Cobalt that is pulled apart equally in all directions resists, and the question here is how that resistance develops beyond a modest stretch. The calculation follows ferromagnetic cobalt in a double-hcp stacking, which repeats after four close-packed layers, through equal steps of edge length. Each step is 2 % of the edge in the central row, at 10.395 Å³/atom. Four rows are open; for the last two, with edges 4 % and 6 % longer than in the central row, the task is to predict energy, pressure and magnetic moment.

Ansatz 0.2.0, scalar-relativistic density functional theory (PBEsol) with plane waves and PAW, for ferromagnetic double-hcp cobalt with four atoms per cell and collinear spins. All rows are single-point calculations with a 420 eV wave cutoff, a 24×24×8 k mesh and Gaussian smearing of 0.1 eV; the energies are extrapolated to zero smearing.

```
volume (Å³/atom)     c/a  shortest distance (Å)  energy over elements (eV/atom)  pressure (GPa)  cell moment (muB)
           9.197  3.2440                  2.346                           0.141           40.20              6.030
           9.784  3.2440                  2.395                           0.038           17.08              6.180
          10.395  3.2441                  2.444                           0.007            0.20              6.420
          11.031  3.2441                  2.493                           0.033          -12.51              6.580
          11.693  3.2441                  2.542                               ?               ?                  ?
          12.381  3.2441                  2.591                               ?               ?                  ?
```

A positive pressure means that the crystal pushes outward, a negative one that it pulls inward and has to be held open. The energy over elements is counted from cobalt's standard crystal in the same functional. The cell moment is the net magnetic moment of four atoms, in Bohr magnetons (muB). The cell keeps its proportions, so the shortest distance grows in step with the edges.

The first stretch, from 9.197 to 10.395 Å³/atom, releases a strong compression. The first step takes away about 23 GPa and the second only about 17 GPa, although the edges grow by the same amount. In a squeezed metal the kinetic energy of the crowded electrons rises steeply, and this repulsion weakens quickly once the atoms have more room. The lattice therefore becomes softer as it expands, even before it is under tension.

At the central row repulsion and bonding nearly balance: the pressure is close to zero and the energy is the lowest of the four. This balance belongs to the functional as much as to cobalt. The real metal has a volume of roughly 11 Å³/atom, and PBEsol is known to bind magnetic 3d metals too tightly. The volumes in the table are thus best read as stretches from the calculated balance point.

The next step, to 11.031 Å³/atom, puts the crystal under tension. The pressure now changes by about 13 GPa, again less than in the step before. What holds the atoms together is the overlap of their orbitals, and overlap fades roughly exponentially with distance. A stretched lattice pulls back because its energy rises, but each further stretch works against weaker bonds. The table shows the softening; fading overlap as its cause is the textbook reading, not something these rows single out.

This picture can be put into a formula. Let u be the change in edge length relative to the central row, so that u = 0.04 means 4 % longer. A simple energy curve with one minimum and an exponentially fading attraction is

E(u) = constant + (a + b u) exp(−s u)

Here a and b set the depth and position of the minimum, and s sets how fast the attraction fades. Pressure is the energy given up per unit of volume gained, P = −dE/dV, and the volume grows as (1 + u)³. Taking the derivative and collecting the constants into A and B gives the Rose-Vinet form:

P(u) = (A + B u) exp(−s u) / (1 + u)²

Fitted to the four known pressures, A is 0.066 GPa, B is −731.5 GPa and s is 5.833. The small A says that the central row is almost free of pressure. The size of B is close to three times the bulk modulus, the resistance to a change of volume, because a small stretch u of every edge enlarges the volume by 3u. The fitted bulk modulus at zero pressure is 244 GPa.

For the row at 11.693 Å³/atom, which took no part in the fit, u is 0.04 and the estimate runs

P = (0.066 − 731.5 × 0.04) × exp(−5.833 × 0.04) / 1.04² = −21.4 GPa

The same formula gives −27.5 GPa at 12.381 Å³/atom. With the fading switched off (s = 0) the formula would give about −39 GPa there, and a pressure that simply kept falling in proportion to the volume gained would reach about −46 GPa. The softening is no small correction.

My ranges for the two pressures are ±1.2 and ±2.5 GPa. Three constants on four rows leave little to judge the curve by, and a small error in its bend grows quickly outside the known range. Carrying the scatter of the fit outward gives about 0.5 and 1.0 GPa, and I allow somewhat more than twice that. These widths are judgements, not statistical confidence limits.

The energy follows from the same curve, since stretching the crystal costs the work done against its pull. Adding up this work from the central row reproduces the known energies to within 0.001 eV/atom, which shows that energies and pressures agree with each other. The forecasts are 0.104 ± 0.005 eV/atom at 11.693 Å³/atom and 0.210 ± 0.015 eV/atom at 12.381 Å³/atom.

The moment needs a different argument. As atoms move apart, their d orbitals overlap less and the d bands become narrower. It then costs less kinetic energy to move electrons from one spin direction to the other, so magnetism is favoured. The table shows the growth of the moment; the narrowing as its cause is standard theory.

Theory puts the width of d bands roughly proportional to the inverse fifth power of the distance. A moment that follows this width linearly grows by less at each equal step. The power is taken from theory; four uneven moments are too few to test it. Fitted to the four known moments, this rule gives 6.72 ± 0.10 muB per cell at 11.693 Å³/atom and 6.85 ± 0.18 muB at 12.381 Å³/atom. The wide ranges reflect the known steps, which are uneven: the middle one is the largest. They also leave room for the simplest alternative, growth at the mean rate so far.

The withheld rows as computed:

```
volume (Å³/atom)     c/a  shortest distance (Å)  energy over elements (eV/atom)  pressure (GPa)  cell moment (muB)
          11.693  3.2441                  2.542                           0.105          -21.82              6.710
          12.381  3.2441                  2.591                           0.214          -28.05              6.920
```

At 11.693 Å³/atom the crystal pulls back with 21.8 GPa, slightly harder than predicted, and at 12.381 Å³/atom with 28.1 GPa. The forecasts fall short by about 2 % of the computed pressure in both rows, well inside their ranges. The steps go on shrinking, as expected. Averaged over the last step, the stiffness is 109 GPa, less than half the bulk modulus at zero pressure.

The two misses are no larger than the scatter carried outward had suggested, so they call for no new physics. A Birch-Murnaghan curve, which expands the energy in a measure of strain instead of using an exponential, also has three constants and was fitted to the same four pressures. It comes closer in both rows and misses the last one by only about 0.05 GPa. The hits therefore confirm a smooth softening, not the exponential in particular. Two rows are too few to prefer one form in general, but they show that here the softening matters far more than the choice between the curves.

The energies, 0.105 and 0.214 eV/atom, lie inside their ranges too. The forecasts are too low by 0.001 and 0.004 eV/atom. This is largely the pressure error seen again: a curve that understates the pull also understates the work of stretching, and the shortfall adds up along the way.

For practical use, the tension in the last row is that of a perfect crystal stretched evenly. A real piece of cobalt would form voids or crack long before, at defects that this cell does not contain. What carries over to a neighbouring metal is the shape of the response: take its own bulk modulus for small stretches and let the resistance fade as the bonds lengthen. This is expected to hold only while the magnetic state changes smoothly with volume, as it does here. A constant modulus would seriously overstate the tension at stretches like these.

The moment gives a mixed result. Both values lie inside their ranges, and at 11.693 Å³/atom the forecast is only 0.01 muB too high. But the predicted slowing fails in the last step, where the moment grows by 0.21 muB after 0.13 muB in the step before. The forecast for 12.381 Å³/atom therefore ends up 0.07 muB too low.

Growth at the mean earlier rate would have given 6.76 and 6.95 muB. That is worse than the band-width rule in the first of the two rows and better in the second, so the table does not decide between them. Band narrowing can account for the general rise, but a rule linear in the band width cannot produce steps that shrink and grow again. With the number of electrons fixed, the rise itself must be a net transfer from minority to majority spin: from 9.784 to 11.693 Å³/atom it amounts to about 0.07 electron per atom. The orbital (Löwdin) counts of the same runs place it mainly in the d shell, where the majority spin gains about 0.05 electron on the first site and the minority spin loses about 0.10. The two d changes need not match, because the s orbitals gain a little in both spins and the projection onto atomic orbitals does not capture every electron. These counts do not explain why the steps are uneven. My guess is that individual bands cross the Fermi level, the highest filled energy, as the lattice expands, and change the filling unevenly. The smearing entropy, which grows with the density of states at that level, is uneven too: it rises to the central row, dips in the next and is largest in the last. That fits the guess without proving it, and with a single k mesh and smearing width a numerical share in the unevenness is not excluded.

The printed output below lists the fits and their misses row by row. The open question is whether the larger last step begins a faster growth of the moment or is one more irregularity like the one around the central row. The density of states for each spin, compared between 11.693 and 12.381 Å³/atom, would show whether a band does cross the Fermi level there.

Output of the analysis:

```
fit of pressure on 4 rows: coefficient of exp(-s*u)/x**2 0.06556 +/- 0.11, coefficient of u*exp(-s*u)/x**2 -731.5 +/- 3.8, s 5.833; rms 0.0907, worst 10.395 -0.134, leave-one-out rms 0.628
  rows outside the fit (model, value, miss): 11.693 -21.37, -21.82, 0.446; 12.381 -27.49, -28.05, 0.563
fit of pressure on 4 rows: coefficient of x**(-5) -146.6 +/- 44, coefficient of x**(-7) -72.02 +/- 87, coefficient of x**(-9) 218.7 +/- 42; rms 0.0756, worst 10.395 -0.109, leave-one-out rms 0.539
  rows outside the fit (model, value, miss): 11.693 -21.56, -21.82, 0.256; 12.381 -28, -28.05, 0.0526
fit of cell_moment on 4 rows: constant 6.408 +/- 0.019, coefficient of x**(-5) - 1 -1.763 +/- 0.14; rms 0.0239, worst 9.784 0.0403, leave-one-out rms 0.0514
  rows outside the fit (model, value, miss): 11.693 6.721, 6.71, 0.0115; 12.381 6.853, 6.92, -0.0668
volume at zero pressure from Rose-Vinet fit (Å³/atom): 10.4
bulk modulus at zero pressure from Rose-Vinet fit (GPa): 243.7
pressure scatter carried to 11.693 Å³/atom (GPa): 0.505
pressure scatter carried to 12.381 Å³/atom (GPa): 1.041
pressure at 12.381 Å³/atom if stiffness stayed constant (GPa): -46.48
moment at 11.693 Å³/atom at the mean growth rate so far (muB per cell): 6.763
moment at 12.381 Å³/atom at the mean growth rate so far (muB per cell): 6.947
forecasts and steps from the row before:
     row  P model GPa  P half-width  E model eV/atom  E half-width      E miss  moment model muB  moment half-width  stiffness GPa  moment step muB
   9.197        40.17             0           0.1408             0  -0.0001982             6.008                  0            n/a              n/a
   9.784        17.18             0          0.03803             0   2.722e-05              6.22                  0          373.8             0.15
  10.395      0.06556             0            0.007             0           0             6.408                  0          278.7             0.24
  11.031       -12.45             0          0.03309             0   9.335e-05             6.574                  0          214.1             0.16
  11.693       -21.37           1.2           0.1042         0.005  -0.0008095             6.721                0.1          159.8             0.13
  12.381       -27.49           2.5           0.2101         0.015   -0.003936             6.853               0.18            109             0.21
```
